# Spin f-sum rule, multipair share and the Leggett inequality

## 1. Premises and conventions

Units $\hbar=k_B=1$. $N$ spin-½ fermions of bare mass $m$ in volume $V$, $n=N/V=p_F^3/3\pi^2$, three dimensions, $T=0$, unpolarised. $\sigma_i=\pm1$ is the eigenvalue of the Pauli matrix $\sigma_z$ of particle $i$.

- **P1.** $H=\sum_i p_i^2/2m+\sum_{i<j}v(|\mathbf r_i-\mathbf r_j|)$. The interaction is local and independent of spin and momentum. There is no lattice, disorder or static magnetic field.
- **P2.** The ground state $|0\rangle$ is a normal, isotropic Fermi liquid. Low-lying states are labelled by quasiparticle occupations $n_{\mathbf p\sigma}$, continued adiabatically from the free gas at fixed particle number, momentum and $S_z$.
- **P3.** For $\omega,\ qv_F\ll\epsilon_F$ the response is given to leading order by the collisionless Landau kinetic equation. Here $v_F=p_F/m^*$ and $\epsilon_F\equiv p_Fv_F/2$.
- **P4.** Stability (Pomeranchuk): $a_l\equiv1+F_l^a/(2l+1)>0$ for all $l$, with $a_l\to1$ at large $l$, and likewise in the symmetric channel.

Landau parameters: $f_{\mathbf p\sigma,\mathbf p'\sigma'}=f^s+\sigma\sigma'f^a$ and $N(0)f^{s,a}=\sum_lF_l^{s,a}P_l(\cos\gamma)$, with $\gamma$ the angle between $\mathbf p$ and $\mathbf p'$. $N(0)=m^*p_F/\pi^2$ counts both spins, so that

$$\tfrac13N(0)v_F^2=\frac{n}{m^*}.\qquad(1)$$

Spin density $s_{\mathbf q}=\sum_i\sigma_ie^{-i\mathbf q\cdot\mathbf r_i}$. Probe $H'=Ue^{-i\omega t}s_{\mathbf q}^\dagger+\text{h.c.}$, and $\chi$ is the induced amplitude of $n_\uparrow-n_\downarrow$ divided by $U$. With $\omega_{n0}=E_n-E_0$, first-order perturbation theory and inversion symmetry give

$$S(q,\omega)=\frac1V\sum_n|\langle n|s_{\mathbf q}^\dagger|0\rangle|^2\delta(\omega-\omega_{n0})\ge0,\qquad\chi(q,\omega)=\int_0^\infty\!d\omega'\,\frac{2\omega'S(q,\omega')}{(\omega+i0)^2-\omega'^2}.\qquad(2)$$

The static $\chi$ is negative in this convention, and $S=-\operatorname{Im}\chi/\pi$ for $\omega>0$. Moments: $M_k=\int_0^\infty\omega^kS\,d\omega$.

## 2. Exact spin f-sum rule

Insert a complete set of states in the double commutator:

$$\langle0|[s_{\mathbf q},[H,s_{\mathbf q}^\dagger]]|0\rangle=\sum_n\omega_{n0}\big(|\langle n|s^\dagger_{\mathbf q}|0\rangle|^2+|\langle n|s_{\mathbf q}|0\rangle|^2\big)=2VM_1 .$$

The last step uses $s_{\mathbf q}=s^\dagger_{-\mathbf q}$ and inversion. By P1 the interaction depends on positions only and commutes with $s^\dagger_{\mathbf q}$. For one particle,

$$[p^2/2m,e^{i\mathbf q\cdot\mathbf r}]=e^{i\mathbf q\cdot\mathbf r}\Big(\frac{\mathbf q\cdot\mathbf p}{m}+\frac{q^2}{2m}\Big),\qquad[e^{-i\mathbf q\cdot\mathbf r},\mathbf q\cdot\mathbf p]=q^2e^{-i\mathbf q\cdot\mathbf r}.$$

Operators of different particles commute, so each particle gives $\sigma_i^2q^2/m=q^2/m$:

$$M_1=\frac{nq^2}{2m}.\qquad(3)$$

This holds at every $q$, carries the bare mass, and equals the density f-sum.

## 3. Kinetic equation in the spin channel

**Couplings.** At $q=0$ the probe is $2US_z$, which commutes with $H$. It shifts each eigenvalue by exactly $U\sum\sigma\,n_{\mathbf p\sigma}$, so a quasiparticle sees the potential $\sigma U$ and carries spin density $\sigma$. No renormalised vertex enters at small $q$. This rests on conservation of $S_z$.

**Linearisation.** Write $\delta n_{\mathbf p\sigma}=\sigma\,\delta(\epsilon_p-\mu)\,\nu(x)\,e^{i(\mathbf q\cdot\mathbf r-\omega t)}$, $x=\hat{\mathbf p}\cdot\hat{\mathbf q}$, $\nu=\sum_l\nu_lP_l(x)$. The addition theorem gives the energy shift $\delta\epsilon_{\mathbf p\sigma}=\sigma\sum_lF_l^a\nu_lP_l/(2l+1)$, and the spin-density amplitude is $N(0)\nu_0$. The equation $\partial_t\delta n+\mathbf v\cdot\nabla\delta n-\partial_{\mathbf p}n^0\cdot\nabla(\delta\epsilon+\sigma U)=0$ with $\partial_{\mathbf p}n^0=-\mathbf v\,\delta(\epsilon_p-\mu)$ becomes, for $s=\omega/qv_F$,

$$(s-x)\,\nu(x)=x\Big[U+\sum_l\frac{F_l^a}{2l+1}\nu_lP_l(x)\Big].\qquad(4)$$

**Legendre components.** Use $xP_l=[(l+1)P_{l+1}+lP_{l-1}]/(2l+1)$:

$$s\nu_l=\frac{l}{2l-1}a_{l-1}\nu_{l-1}+\frac{l+1}{2l+3}a_{l+1}\nu_{l+1}+U\delta_{l1}.\qquad(5)$$

The row $l=0$, $s\nu_0=a_1\nu_1/3$, is the continuity equation. It identifies the spin current as $N(0)v_Fa_1\nu_1/3$, which is the sum $\sum\sigma\mathbf v\,\delta n$ multiplied by the backflow factor $1+F_1^a/3$.

**Symmetrisation.** By P4, $y_l=\nu_l\sqrt{a_l/(2l+1)}$ is a real rescaling. Equation (5) turns into $(s-J)y=Ua_0^{-1/2}Je_0$, where $e_0$ is the first unit vector and $J$ is real, symmetric and tridiagonal with zero diagonal:

$$J_{l-1,l}=b_l=l\sqrt{\frac{a_{l-1}a_l}{4l^2-1}},\qquad b_1^2=\frac{a_0a_1}{3},\qquad b_2^2=\frac{4a_1a_2}{15}.$$

The source follows from $\sqrt{a_1/3}=b_1/\sqrt{a_0}$ and $Je_0=b_1e_1$. With $\nu_0=y_0/\sqrt{a_0}$,

$$\chi_L=\frac{N(0)}{a_0}\Big[\frac{J}{s-J}\Big]_{00}=\frac{N(0)}{a_0}\int d\rho(\lambda)\,\frac{\lambda}{s-\lambda}.\qquad(6)$$

Here $\rho$ is the spectral measure of $J$ in the state $e_0$. It is positive and normalised. It is even, because conjugation with $(-1)^l$ maps $J$ to $-J$. Its support is bounded, $|\lambda|\le s_{\max}$, because the $b_l$ are bounded ($b_l\to1/2$). So the Landau spectrum $S_L=[N(0)/a_0]\,s\,\rho'(s)$ is non-negative and confined to $\omega\le s_{\max}qv_F$. It contains the single-pair continuum $s<1$ and any spin zero-sound poles at $s>1$.

## 4. Landau part of the sum

For odd $k$, evenness of $\rho$ gives $M_k^L=[N(0)/2a_0](qv_F)^{k+1}(J^{k+1})_{00}$. With $(J^0)_{00}=1$, $(J^2)_{00}=b_1^2$, $(J^4)_{00}=b_1^2(b_1^2+b_2^2)$ and (1):

$$M_{-1}^L=\frac{N(0)}{2a_0},\qquad M_1^L=\frac{N(0)q^2v_F^2a_1}{6}=\frac{nq^2}{2m^*}\Big(1+\frac{F_1^a}{3}\Big),\qquad\frac{M_3^L}{M_1^L}=(qv_F)^2a_1\Big(\frac{a_0}{3}+\frac{4a_2}{15}\Big).\qquad(7)$$

$M_1^L$ depends on $F_1^a$ alone. The reason is visible in (5): at $s\gg1$ the probe accelerates the spin-up and spin-down Fermi seas in opposite directions, $\nu_1=U/s$, and continuity converts this into $\nu_0=a_1U/3s^2$. $F_0^a$ and $F_2^a$ first enter at $s^{-4}$.

**Closed form for $F^a_{l\ge2}=0$.** Divide (4) by $s-x$ and average over $x$. Let $g(s)=\langle x/(s-x)\rangle=\frac s2\ln\frac{s+1}{s-1}-1$. Then $\langle x^2/(s-x)\rangle=sg$, and $\nu_1=3s\nu_0/a_1$ closes the system:

$$\chi_L=\frac{N(0)\,g}{1-gA},\qquad A(s)=F_0^a+\frac{F_1^a}{a_1}s^2.\qquad(8)$$

At large $s$, $g\to1/3s^2$ and $1-gA\to1-F_1^a/3a_1=1/a_1$, so $\chi_L\to N(0)a_1/3s^2=2M_1^L/\omega^2$, as (2) and (7) require. For $0<s<1$, $g=g_r-i\pi s/2$ with $g_r=s\operatorname{artanh}s-1$, and

$$\frac{S_L}{N(0)}=\frac{s/2}{(1-Ag_r)^2+(\pi sA/2)^2}.\qquad(9)$$

## 5. Density channel: the sum is exhausted

The same steps with $\sigma_i\to1$ give the exact sum $nq^2/2m$ and the Landau part $(nq^2/2m^*)(1+F_1^s/3)$. To find what is left over, use continuity. Section 2 gives $[H,\rho^\dagger_{\mathbf q}]=\mathbf q\cdot\mathbf j^\dagger_{\mathbf q}$ with $\mathbf j^\dagger_{\mathbf q}=\sum_i\{\mathbf p_i,e^{i\mathbf q\cdot\mathbf r_i}\}/2m$, hence $\langle n|\rho^\dagger_{\mathbf q}|0\rangle=\mathbf q\cdot\langle n|\mathbf j^\dagger_{\mathbf q}|0\rangle/\omega_{n0}$.

For states whose energy stays finite as $q\to0$, expand the matrix element in $q$. The leading term is $\langle n|\mathbf P|0\rangle/m$ with $\mathbf P$ the total momentum, and it vanishes since $\mathbf P|0\rangle=0$. The current matrix element is $O(q)$, and these states enter the f-sum at $O(q^4)$. At order $q^2$ the Landau part is the whole sum:

$$\frac{m^*}{m}=1+\frac{F_1^s}{3}.\qquad(10)$$

This is Landau's effective-mass relation, obtained here from momentum conservation.

## 6. Spin channel: the multipair remainder

Continuity holds again, with $\sigma_i$ inserted in the current. Take $\mathbf q\parallel z$. At $q=0$ the current is

$$J^s=\sum_i\frac{\sigma_ip_{iz}}{m}=\frac{P_\uparrow-P_\downarrow}{m},\qquad\frac{d}{dt}(P_\uparrow-P_\downarrow)=-2\sum_{i\in\uparrow,\ j\in\downarrow}\partial_zv(\mathbf r_i-\mathbf r_j).$$

Forces within one spin species cancel in pairs. Forces between opposite spins add, because action and reaction enter with opposite sign. So $[H,J^s]\neq0$, and $J^s|0\rangle$ need not vanish.

**States reached.** $J^s$ conserves total momentum and $S_z$. A single pair of zero momentum would need one $\mathbf p$ both inside and outside the Fermi surface, so none exists. All states in $J^s|0\rangle$ hold two or more quasiparticle–quasihole pairs. Their part of the sum is of order $q^2$:

$$M_1^{mp}=\frac{q^2}{V}\sum_n\frac{|\langle n|J^s|0\rangle|^2}{\omega_{n0}}\ge0.\qquad(11)$$

**Low-frequency tail.** Multipair states have no gap, so the split needs a check. Two pairs of total energy $\omega$ have a density of states $\propto\int\prod_{i=1}^4d\xi_i\,\delta(\omega-\sum_i\xi_i)=\omega^3/6$, $\xi_i>0$, with a finite angular factor in three dimensions. The matrix element is $\langle n|[H,J^s]|0\rangle/\omega_{n0}$. Its numerator, scattering amplitude times momentum passed between the spin species, is finite on the Fermi surface. The summand of (11) per unit frequency scales as $\omega^3/(\omega^2\cdot\omega)$, a constant. So $S^{mp}\simeq cq^2/\omega$ for $qv_F\ll\omega\ll\epsilon_F$, with $c$ of order $n/m\epsilon_F$ at strong coupling. The multipair weight below a frequency $\xi$ is a fraction of order $\xi/\epsilon_F$ of the sum.

**Splitting the sum.** Put $\omega=i\xi$ in (2) and use $\xi^2/(\xi^2+\omega'^2)=1-\omega'^2/(\xi^2+\omega'^2)$:

$$-\tfrac12\xi^2\chi(q,i\xi)=M_1-\int_0^\infty\!d\omega'\,\omega'S\,\frac{\omega'^2}{\xi^2+\omega'^2}\le M_1.\qquad(12)$$

This is exact. In the window $qv_F\ll\xi\ll\epsilon_F$, P3 gives the left side as $M_1^L-M_3^L/\xi^2+\dots$, up to the tail term $\int_0^\infty cq^2\xi^2d\omega'/(\xi^2+\omega'^2)=\pi cq^2\xi/2$. Divide by $q^2$, let $q\to0$, then $\xi\to0$. Both corrections vanish, and the integral on the right tends to (11). So $M_1=M_1^L+M_1^{mp}$ at order $q^2$. Divide by (3) and use (7) and (10):

$$\boxed{\,w_{mp}\equiv\frac{M_1^{mp}}{M_1}=\frac{2m}{N}\sum_n\frac{|\langle n|J^s|0\rangle|^2}{\omega_{n0}}=1-\frac{1+F_1^a/3}{1+F_1^s/3}=\frac{F_1^s-F_1^a}{3+F_1^s}\,}\qquad(13)$$

## 7. The inequality

The middle member of (13) is a sum of non-negative terms, and $3+F_1^s=3m^*/m>0$. Hence

$$-3<F_1^a\le F_1^s,\qquad0\le w_{mp}<1.\qquad(14)$$

The upper bound is Leggett's inequality (1968). The lower bound is P4. Since $f^{\uparrow\downarrow}=f^s-f^a$, the upper bound states $f_1^{\uparrow\downarrow}\ge0$ for the $l=1$ opposite-spin interaction.

**Equality.** It requires $(P_\uparrow-P_\downarrow)|0\rangle=0$, for every direction by isotropy. That operator generates a rigid shift of all up spins by $\mathbf a$ and all down spins by $-\mathbf a$. Invariance gives $g_{\uparrow\downarrow}(\mathbf r+2\mathbf a)=g_{\uparrow\downarrow}(\mathbf r)$ for the pair distribution, so $g_{\uparrow\downarrow}=1$. Any opposite-spin correlation makes the inequality strict. In first order in $v$, the angle-dependent part of $f$ is exchange, which acts between like spins only. Then $F_1^a=F_1^s$. The difference starts at second order, as the squared matrix element in (13) demands.

## 8. Second route: counter-displaced Fermi seas

Define $H(\kappa)=\sum_i(\mathbf p_i+\sigma_i\kappa\hat z)^2/2m+\sum v=H+\kappa J^s+N\kappa^2/2m$. The first-order shift $\langle0|J^s|0\rangle$ vanishes by inversion. In second order,

$$E(\kappa)-E_0=\kappa^2\Big[\frac{N}{2m}-\sum_n\frac{|\langle n|J^s|0\rangle|^2}{\omega_{n0}}\Big].\qquad(15)$$

The factor $\exp(i\kappa\sum_i\sigma_iz_i)$ commutes with $v$ and maps $H(\kappa)$ on $H$ with every momentum label shifted by $\sigma\kappa\hat z$. By P2 the state continued from $|0\rangle$ has its two Fermi spheres displaced by $\pm\kappa\hat z$, so $\nu=v_F\kappa x$. A rigid shift keeps each particle number. The Landau functional, $\sum(\epsilon_p-\mu)\delta n+\frac12\sum f\,\delta n\,\delta n'$, gives for a deformed Fermi surface

$$\frac{\Delta E}{V}=\frac{N(0)}2\sum_l\frac{a_l\nu_l^2}{2l+1}=\frac{N(0)v_F^2\kappa^2a_1}{6}=\frac{n\kappa^2}{2m^*}\Big(1+\frac{F_1^a}{3}\Big).$$

Equating this with (15) reproduces (13). The same shift without $\sigma_i$ has perturbation $\kappa P_z/m$, no second-order term, and gives (10). The inequality is the statement that second-order perturbation theory lowers a ground-state energy: counterflow of the spins costs no more than $N\kappa^2/2m$.

**Current of one quasiparticle.** Split an added $\mathbf p\uparrow$ quasiparticle into symmetric and antisymmetric parts. The continuity rows give particle current $\mathbf v(1+F_1^s/3)=\mathbf p/m$ and spin current $\mathbf v(1+F_1^a/3)=(1-w_{mp})\mathbf p/m$. Up particles carry the share $1-w_{mp}/2$ of the particle current, and down particles, dragged along, carry $w_{mp}/2$.

## 9. Other moments

The multipair share is finite only in moments that weight high frequency. Cutting the tail $cq^2/\omega$ at $qv_F$:

- $M_{-1}$: multipair part of order $cq/v_F\sim N(0)q/p_F$, against $N(0)/2a_0$. The static susceptibility at $q\to0$ is pure Landau.
- $M_0$: multipair part of order $cq^2\ln(p_F/q)$, against a Landau part $\propto q$.
- $M_1$: both parts $\propto q^2$, ratio fixed by (13).
- $M_3$: multipair part $\propto q^2$ where the moment exists, against $M_3^L\propto q^4$.

A single-mode estimate $\bar\omega^2=M_1/M_{-1}$ with the full sum (3) therefore mixes two frequency scales. It exceeds the Landau value $M_1^L/M_{-1}^L=(qv_F)^2a_0a_1/3$ by the factor $1/(1-w_{mp})$.

## 10. Range of validity

- **Limit.** (3) is exact at all $q$. (13) and (14) refer to the coefficient of $q^2$ as $q\to0$. At finite $q$ the tail places a fraction of order $q/p_F$ of the sum inside the Landau region, so the split is defined only to that order, with a coefficient set by the scattering amplitude and not by $F_1^{s,a}$.
- **Temperature.** Collisions relax the spin current at a rate of order $T^2/\epsilon_F$ and spread the Landau weight up to that frequency. The window becomes $\max(qv_F,T^2/\epsilon_F)\ll\xi\ll\epsilon_F$, which needs $T\ll\epsilon_F$.
- **Interaction.** A term $\boldsymbol\sigma_i\cdot\boldsymbol\sigma_j\,u(r_{ij})$ or a momentum-dependent force does not commute with $s_{\mathbf q}$ and adds a $q^2$ term to (3), so (14) no longer follows. Spin–orbit and dipolar forces break $S_z$ conservation and with it the unit coupling of Section 3.
- **Galilean invariance.** (10) needs $\mathbf P$ conserved by the fermions alone. With phonons, disorder or umklapp the density channel has its own remainder, and this argument does not order $F_1^a$ and $F_1^s$.
- **Charged fluid.** A spin-density wave in the unpolarised fluid carries no charge at linear order, and Section 8 gives (10) for the electron gas on a uniform background. So (13) and (14) hold there, and for carriers in one isotropic parabolic valley of a clean semiconductor, with $m$ the band mass, to the extent that the couplings above are negligible.
- **Two dimensions.** With $F(\theta)=\sum_lF_l\cos l\theta$, Section 8 gives the same result with $F_1/3\to F_1/2$.
- **Phase.** Normal, unpolarised state only.

## 11. Illustration: model set $F_1^s=6$, $F_1^a=-0.6$

All parameters are assumed. The numbers are the model's and belong to no material. They refer to $q\to0$.

| Quantity | Expression | Value |
|---|---|---|
| $m^*/m$ | $1+F_1^s/3$ | 3 |
| $a_1$ | $1+F_1^a/3$ | 0.8 |
| Landau share | $a_1m/m^*=4/15$ | 0.2667 |
| Multipair share $w_{mp}$ | $6.6/9=11/15$ | 0.7333 |
| Counterflow mass over $m$ | $m^*/ma_1$ | 3.75 |
| Up share of the quasiparticle current | $1-w_{mp}/2$ | 0.633 |
| Down share | $w_{mp}/2$ | 0.367 |

The set lies inside the window $-3<F_1^a\le6$. With $F_1^a=0$ the share would be 0.6667, so the heavy mass accounts for most of it and $F_1^a=-0.6$ adds 0.0667.

**Independence of $F_0^a$.** Assume $F^a_{l\ge2}=0$, so $A=F_0^a-0.75s^2$. In units of $N(0)q^2v_F^2$ the full sum is $m^*/6m=0.5$ and the Landau part is $a_1/6=0.1333$. A pole at $s>1$ needs $gA=1$. There $g>0$, $g$ diverges at $s\to1^+$, and $A$ decreases through zero, so a pole exists exactly when $F_0^a>0.75$.

- Assumed $F_0^a=-0.5$: no pole. The integral of $s$ times (9) over $0<s<1$ gives 0.1333. $M_3^L/M_1^L=0.347\,(qv_F)^2$ is the coefficient of the $1/\xi^2$ correction in the window of (12). The Landau mean frequency is $\sqrt{a_0a_1/3}\,qv_F=0.365\,qv_F$. The single-mode estimate from the full sum gives $0.707\,qv_F$, too high by the factor 1.94.
- Assumed $F_0^a=2$: spin zero sound at $s_0=1.061$. The pole of (8) contributes $-s_0g/(gA)'$ at $s_0$, which is 0.101, and the continuum (9) contributes 0.032. The total is again $a_1/6$, with 0.76 of it in the mode.

In both cases 11/15 of the spin f-sum lies in multipair states spread up to frequencies of order $\epsilon_F$ and above, outside the kinetic equation, while the density f-sum of the same model has no such part at order $q^2$.